Q: When a CAl molecule loses an electron, how far off is each level of theory, and is there an order in the errors?

Vertical ionisation gap of CAl from the neutral quartet to the quintet cation, computed with Ansatz 0.2.0 at the levels listed and compared with full CI (FCI). All runs use the cc-pVDZ basis and a fixed PBE0/def2-TZVP geometry (Al–C 1.97 Å), with noble-gas cores frozen in the correlated wavefunction calculations. R means restricted and U unrestricted.

```
           level  this level less the reference (FCI, same basis) (meV)
             RHF                                                -1233.0
             UHF                                                -1237.0
            RMP2                                                 -416.0
            UMP2                                                 -394.0
            CISD                                                 -221.0
           RCCSD                                                  -50.0
           UCCSD                                                  -51.0
        RCCSD(T)                                                  -15.0
        UCCSD(T)                                                  -15.0
         BCCD(T)                                                  -13.0
          RCCSDT                                                   -3.0
          UCCSDT                                                   -4.0
       RCCSDT(Q)                                                    0.0
       UCCSDT(Q)                                                   -1.0
  CASSCF valence                                                -1123.0
  NEVPT2 valence                                                 -247.0
  MRCISD valence                                                  -99.0
MRCISD+Q valence                                                   -5.0
             PBE                                                  264.0
          r2SCAN                                                 -108.0
            PBE0                                                  147.0
           B3LYP                                                  406.0
       CAM-B3LYP                                                  359.0
         wB97M-V                                                  385.0
          B2PLYP                                                  123.0
         RPA-PBE                                                  266.0
```

A: Hartree-Fock puts the ionisation gap about 1.2 eV too low, second-order perturbation theory (MP2) a few tenths, and CCSD(T) one or two hundredths. The gap itself is about 9.4 eV. It is taken at fixed atoms and leads to the quintet cation, which need not be the lowest state of the cation. No wavefunction level lies above the reference. That reference, full CI, is exact only within the same small basis and frozen core, so these are not errors against experiment.

Q: Why too low rather than too high?

A: Count the valence electrons. The quartet molecule has five of one spin and two of the other; the quintet cation has five and one. A minority-spin electron has left, and the pairs of electrons with opposite spin drop from 10 to 5. Such pairs carry most of the correlation energy, because electrons of equal spin already avoid each other in Hartree-Fock. A method without correlation therefore places the molecule too high by more than it does the cation, and the gap shrinks.

Q: Can I get the size from the pair count?

A: Only roughly, because the pairs are not equally strong. The energies of the runs give a better measure. Correlation lowers the molecule by 3.94 eV, and the Hartree-Fock error then implies 2.71 eV for the cation. Nearly a third of the correlation energy is lost with one electron.

Q: Does that also explain why the error dies out from CCSD to CCSDT?

A: It does if a method misses the same share of correlation in both states. Its gap error is then the Hartree-Fock error times the share missed in the molecule. Restricted CCSD misses 0.172 eV there, so

error ≈ −1233 meV × 0.172 / 3.94 ≈ −54 meV

The table has −50 meV. The RHF row sets the scale, but the CCSD gap was not used. The same rule works to within 1 meV for CCSD(T) and CCSDT, as the output after this text shows. Triple excitations matter for the gap because they, too, lower the molecule more than the cation.

Q: The coupled-cluster runs give the molecule a large T1 diagnostic, about 0.05. Should I distrust coupled cluster here?

A: T1 measures how strongly single excitations enter, and much of their work is to correct the orbitals. BCCD(T) builds that correction into the orbitals, and its error of −13 meV is close to the −15 meV of CCSD(T). Going on to full triples and then to quadruples brings the gap to within about 1 meV of the reference. For this gap the large T1 does not signal a failure. The coupled-cluster runs also pick their starting determinant by trial, which can go wrong, but the close match with full CI speaks against that here.

Q: Then why is CISD so much worse than CCSD? Both use single and double excitations.

A: CISD breaks the equal-share rule: its error is −221 meV, about twice what the rule allows. In the cation the two methods miss nearly the same energy, about 0.12 eV. In the molecule CISD misses 0.34 eV, twice as much as CCSD.

The likely reason follows from the electron count. Two opposite-spin pairs can be excited at the same time only if there are two minority electrons. The molecule has them; the cation has one. CCSD includes such simultaneous excitations as products of doubles, while CISD leaves them out and so penalises mainly the molecule. The +Q correction estimates their effect, and it takes MRCISD from −99 to −5 meV.

Q: MP2 is off the rule as well, isn't it?

A: Yes, though less badly: the rule gives −334 meV for RMP2, and the table has −416 meV. RMP2 recovers 73% of the molecule's correlation energy, but only 66% of the part that ionisation removes. It is weakest just where the gap needs it.

Q: CASSCF is a correlated method, yet it is almost as poor as Hartree-Fock.

A: It removes only 9% of the Hartree-Fock error. Only the difference between the two states counts for the gap, and letting the electrons rearrange among the valence orbitals lowers the molecule by just 0.11 eV more than the cation. Close avoidance of two electrons needs many higher orbitals as well. NEVPT2 adds those by perturbation theory and moves the gap up by 876 meV. Many determinants within the valence orbitals alone are thus no substitute for this dynamic correlation. CASSCF can also end on a higher solution, which was not checked here, but the small error of MRCISD+Q, which starts from the same kind of wavefunction, makes a gross failure less likely.

Q: Why do most density functionals err the other way?

A: They do not omit correlation but approximate it, most of them together with exchange. Such an approximation can give too much as well as too little, so nothing forces their gaps to be low. Replacing a quarter of the exchange in PBE by exact exchange, which gives PBE0, lowers the gap by 117 meV. Yet B3LYP, with a similar share, lies 259 meV above PBE0, so exact exchange alone does not order the functionals.

Part of the positive errors may come from the basis. A larger one usually raises a full-CI ionisation energy more than that of an ordinary functional, which would shrink these errors. That was not tested here, and why r2SCAN alone falls below the reference remains open.

Q: What should I count first in a similar molecule?

A: Count the opposite-spin pairs before and after ionisation. Had a majority-spin electron left CAl instead, they would have dropped only from 10 to 8, and I would expect a smaller Hartree-Fock error.

Printed output of the fit:

```
RHF gap (eV): 8.208
correlation energy of the molecule, size (eV): 3.941
correlation energy of the cation, size, derived (eV): 2.708
share of the correlation energy lost on ionisation (%): 31.29
lost correlation if all pairs of a kind were equal, from MP2 parts (eV): 1.114
lost correlation that RMP2 really gives (eV): 0.817
RMP2 missing in molecule (eV): 1.069
RMP2 missing in cation, derived (eV): 0.653
CISD missing in molecule (eV): 0.3393
CISD missing in cation, derived (eV): 0.1183
RCCSD missing in molecule (eV): 0.1716
RCCSD missing in cation, derived (eV): 0.1216
RMP2 gap error by equal-share model (meV): -334.5
RMP2 model less table (meV): 81.54
CISD gap error by equal-share model (meV): -106.2
CISD model less table (meV): 114.8
RCCSD gap error by equal-share model (meV): -53.69
RCCSD(T) gap error by equal-share model (meV): -15.36
RCCSDT gap error by equal-share model (meV): -2.58
perturbative triples in the cation, size, derived (meV): 87.53
part of the RHF error removed by valence CASSCF (%): 8.921
change from CASSCF to NEVPT2 (meV): 876
change from MRCISD to MRCISD+Q (meV): 94
UMP2 less RMP2 (meV): 22
PBE0 less PBE (meV): -117
B3LYP less PBE0 (meV): 259
r2SCAN less PBE (meV): -372
B3LYP error as part of the reference gap (%): 4.3
```
